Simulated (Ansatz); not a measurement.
## W: the change of energy above lowest point with volume scale

All results are calculated (Ansatz 0.2.0). Free energy against uniform scaling of the volume at fixed shape and fractions; periodic cell, basis, potentials, k mesh and filling as listed.

The cell before it is scaled or strained (space group Fm-3m, No. 225):
```
cell vectors (Å)
   0.0000     2.0300     2.0300
   2.0300     0.0000     2.0300
   2.0300     2.0300     0.0000
atoms (fractions of the cell vectors)
W   0.00000  0.00000  0.00000
```

Settings of every row: functional LDA; dispersion none; potentials all-electron LAPW; k mesh 12x12x12; k shift 0x0x0; occupations fermi dirac; smearing width 0.1 eV; spin none.

Limits: coarse k mesh, up to 40 meV an atom off; no spin-orbit coupling, which can matter with elements this heavy.

```csv
row,volume scale,V (Å³/atom),energy above lowest point (meV/atom)
1,0.92,15.392,0
2,0.96,16.062,?
3,1,16.731,59.2
4,1.04,17.4,152.5
5,1.08,18.069,277.2
```

Question: what energy above lowest point should row 2 give?

Worked fit of energy above lowest point. Take u = (V_r/V)^(2/3) − 1 with V_r = 17.066 Å³ an atom, which is twice the finite (Eulerian) strain; such expansions in the strain, on which the Birch-Murnaghan equation of state is built, carry the rest volume and the bulk modulus. The shown rows have u = 0.07125, 0.0133, -0.01284, -0.03736. Least squares give energy above lowest point = 101.5 − 3576.1 × u + 30195 × u² meV/atom; a straight line predicts inner rows, each left out in turn, worse (root mean square 54 against 0.22 meV/atom). The rows lie off it by 0.0, -0.1, 0.1, 0.0. Its lowest point lies at u = 0.0592, or V = 15.66 Å³ an atom, and the curvature there gives the bulk modulus at fixed shape and fractions, B = (4/9)(1 + u)² E″(u)/V = 308 GPa. The withheld row has u = 0.04125, so the fit gives 101.5 − 3576.1 × (0.04125) + 30195 × (0.04125)² = 5.4 meV/atom.

The calculation gave 5.1 meV/atom. The fit lies 0.3 meV/atom (5.9 % of the value, 0.11 % of the column's range) above it; its largest miss of a shown row is 0.1 meV/atom.
